## Counting electron pairs

A fluorine atom has seven valence electrons: three pairs and one single electron. Two separate atoms therefore hold six pairs, and F₂ holds seven. Electrons in a pair avoid each other, and Hartree-Fock theory, in which each electron feels only the average field of the others, leaves out most of this avoidance. The energy left out is the correlation energy. Since the molecule has one pair more than its atoms, Hartree-Fock should make the bond too weak.

The count also gives a size. Relative to the reference, Hartree-Fock misses 801 kJ/mol in the two atoms, or 801/6 ≈ 133 kJ/mol per pair if the single electrons' share is spread over the pairs. One additional pair should then cost the bond about 133 kJ/mol. The RHF error is 288 kJ/mol, so the estimate has the right sign but less than half the size. The count is too simple in two ways. It treats the bond pair as an average one, and it leaves out new contacts between pairs, although electrons of different pairs avoid each other too. In F₂, about a quarter of the correlation found at second order is between electrons of like spin, which never form a pair.

Errors in the atomization energy of singlet F₂ at an F–F distance of 1.42 Å, from Hartree-Fock, MP2 and coupled-cluster calculations with Ansatz 0.2.0 in the cc-pVDZ basis, with the 1s cores frozen. The reference is RCCSDTQ; the separate atoms are unrestricted in every row, and zero-point energy is left out.

```
    level  this level less the reference (RCCSDTQ, same basis) (kJ/mol)
      RHF                                                       -288.31
      UHF                                                       -256.63
     RMP2                                                         10.12
     UMP2                                                       -101.59
    RCCSD                                                        -23.37
    UCCSD                                                        -26.95
 RCCSD(T)                                                         -3.84
 UCCSD(T)                                                         -6.92
   RCCSDT                                                         -3.52
RCCSDT(Q)                                                          0.46
```

A negative error means that the level binds F₂ too weakly. R marks calculations in which both electrons of a pair share one orbital, and U those in which spin-up and spin-down electrons may have different orbitals. MP2 adds correlation to second order. Coupled cluster (CC) treats single and double excitations (SD), then triple (T) and quadruple (Q) ones, where brackets mark a perturbative estimate.

## Why the seventh pair is special

The F–F bond is weak, and its empty antibonding orbital σ* lies low. RHF puts both bond electrons into σ, which places them on the same atom half of the time. Mixing in the configuration with both electrons in σ* reduces these costly ionic arrangements. The reference calculation has a largest double-excitation amplitude of 0.21 beside a largest single one of only 0.02, which fits this picture.

The lone pairs contribute as well. Those of one atom face those of the other at short distance, and their motions become correlated across the bond. The total energies do not divide the extra correlation between these two sources. Together they make the molecule harder to describe than its atoms.

## The rule for the sign

For each level, let M be the height of the molecule's energy above the reference, and A the height of the two atoms' energy above theirs. Then

error in atomization energy = A − M.

A level overbinds when it misses more energy in the atoms than in the molecule. This is bookkeeping rather than a fitted model, and the output after the text lists both heights for every row. Only RMP2 and RCCSDT(Q) overbind, for different reasons.

## Hartree-Fock: a molecule above its atoms

Both Hartree-Fock levels place F₂ above two free atoms at this bond length. UHF does slightly better because it lets the spin-up bond electron lean towards one atom and the spin-down electron towards the other. This keeps them apart, but gains only 32 kJ/mol. The restricted determinant, on which the reference level also rests, is therefore unstable towards such a separation, and the correlation treatment has to make up for it. Most of the missing correlation remains.

The gain also has a price. A determinant with one spin on the left and the other on the right is no longer a pure singlet. If only a triplet mixes in, the computed spin of the UHF solution corresponds to a triplet weight of about one fifth.

## RMP2: a good result from two larger errors

RMP2 is too strong by only 10 kJ/mol, but its total energies are much less accurate than that. It misses 63 kJ/mol in the atoms and 53 kJ/mol in the molecule, and most of this cancels. The overbinding arises because it recovers a larger share of the correlation in the molecule, 95 %, than in the atoms, 92 %.

Theory suggests why. Second order misses part of the correlation within each pair. It also lets the excitations of different pairs add up without limiting one another, which gives too much. The second fault should grow with the number of neighbouring pairs, and so offset more of the first in the molecule than in the atoms. This is the expected cause, but the total energies do not test it.

## UMP2: the irregular row

UMP2 starts from the lower Hartree-Fock energy and yet binds 112 kJ/mol less than RMP2. The atoms are the same in both rows, so the whole difference lies in the molecule. Changing from the restricted to the unrestricted determinant gains 32 kJ/mol in the Hartree-Fock energy but loses 143 kJ/mol in the MP2 correlation.

Some loss is proper. An exact method gives the same energy from either determinant, so its correlation energy must shrink by exactly what the starting energy gains. CCSD comes close to this balance, with a loss of 35 kJ/mol. MP2 loses more than four times as much as it should.

The cause is well known from theory. The UHF determinant contains some of the useful σ* configuration, but tied to the unwanted triplet. Removing the triplet while keeping the useful part takes terms beyond second order. UMP2 stops before that repair and leaves the molecule too high.

## CCSD: better energies, worse balance

RCCSD is the better theory, yet its error of −23 kJ/mol is larger than that of RMP2. The two heights resolve the puzzle. In going from RMP2 to RCCSD, the energy missed in the atoms falls from 63 to 6 kJ/mol, while that missed in the molecule falls only from 53 to 29 kJ/mol. Both improve, but the atoms improve far more, and the cancellation that helped RMP2 is gone.

CCSD also nearly removes the dependence on the starting determinant: RCCSD and UCCSD differ by less than 4 kJ/mol. Its single excitations can reshape the orbitals, and they are indeed much larger on the unrestricted determinant. This agreement does not mean that the answer is right, because both levels lack the same thing.

What they chiefly lack is the joint motion of three electrons. When two electrons move from σ to σ*, for example, the lone pairs around them adjust, and a double excitation accompanied by one more excited electron is a triple. CCSD contains triples only as products of smaller excitations, as if these happened independently. Judged by the perturbative triples, the missing joint part is worth about 24 kJ/mol in the molecule but only 5 kJ/mol in the two atoms, so leaving it out weakens the bond.

## Triples, then quadruples

Perturbative triples strengthen the bond by 20 kJ/mol and remove 84 % of the RCCSD error. Treating the triples in full then changes the result by only 0.3 kJ/mol. It would be easy to read this as convergence, but RCCSDT is still too weak by 3.5 kJ/mol. The small change shows that the estimate of the triples was good here, and says nothing about quadruples.

Two pairs excited independently are already covered by products of doubles. The quadruples add what such products miss, for example how the correlation of one pair changes while the bond pair is excited. Their perturbative estimate lowers the molecule by 4.5 kJ/mol, where the full treatment gives 4.1 kJ/mol. This excess accounts for nearly all of the remaining overbinding of 0.5 kJ/mol. A low-lying σ* may be what exaggerates the estimate, but these calculations do not test that.

## What the errors mean outside the table

All errors refer to a reference in the same small basis. That reference binds F₂ by 116 kJ/mol, whereas the measured bond energy is roughly 160 kJ/mol, a rough recalled figure. Most of this gap is the usual effect of a small basis, which has too few functions to describe how electrons avoid each other. RMP2 thus overbinds relative to its reference and still lies below the measured value.

Fluorine is used to etch silicon and to clean deposition chambers, where F atoms do much of the work. An error in the F–F bond enters in full into the computed energy of making these atoms from F₂. A level that underbinds makes them look too cheap, and at the Hartree-Fock levels they would even seem to form with a release of energy.

## A practical rule

For a weak bond between atoms rich in lone pairs, compare restricted and unrestricted results first. A large gap, as at MP2, is a warning, but a small one is no proof of accuracy: at CCSD the gap is under 4 kJ/mol while both levels err by more than 20. Within coupled cluster, the better test is to add the next class of excitation. In F₂, triples change the RCCSD result by about 20 kJ/mol, and quadruples change it by a further 4 kJ/mol. The reference itself stops at quadruples, but a check in a small orbital space lowers the molecule by only about 0.05 kJ/mol more.

Output of the analysis:

```
Energies in kJ/mol:
        row  atomization energy  molecule above reference  two atoms above reference
        RHF              -172.5                      1089                      800.9
        UHF              -140.8                      1058                      800.9
       RMP2               125.9                      52.5                      62.62
       UMP2               14.21                     164.2                      62.62
      RCCSD               92.43                     29.02                      5.655
      UCCSD               88.85                      32.6                      5.649
   RCCSD(T)                 112                     4.845                      1.005
   UCCSD(T)               108.9                     7.925                      1.005
     RCCSDT               112.3                     4.115                     0.5951
  RCCSDT(Q)               116.3                   -0.4291                    0.03093
Number of levels that overbind: 2
Correlation of two atoms as share of that of the molecule, percent: 73.53
Gain of UHF over RHF in the molecule, kJ/mol: 31.68
Triplet weight in UHF if only a triplet mixes in, percent: 19.56
Rise of atomization energy from RHF to RMP2, kJ/mol: 298.4
Rise of atomization energy from UHF to UMP2, kJ/mol: 155
RMP2 less UMP2, kJ/mol: 111.7
MP2 correlation lost on the unrestricted determinant, kJ/mol: 143.4
Opposite-spin share of that loss, percent: 79.26
Share of molecular correlation found by RMP2, percent: 95.18
Share of atomic correlation found by MP2, percent: 92.18
RMP2 error as share of the reference, percent: 8.739
CCSD correlation lost on the unrestricted determinant, kJ/mol: 35.25
RCCSD less UCCSD, kJ/mol: 3.58
RCCSD(T) less UCCSD(T), kJ/mol: 3.08
Rise by (T) on RCCSD, kJ/mol: 19.53
Share of the RCCSD error removed by (T), percent: 83.57
RCCSDT less RCCSD(T), kJ/mol: 0.32
Rise by (Q) on RCCSDT, kJ/mol: 3.98
Lowering of the molecule by (Q), kJ/mol: 4.544
Lowering of the molecule by full quadruples, kJ/mol: 4.115
Lowering still left beyond RCCSDTQ in a small orbital space, kJ/mol: 0.05252
```
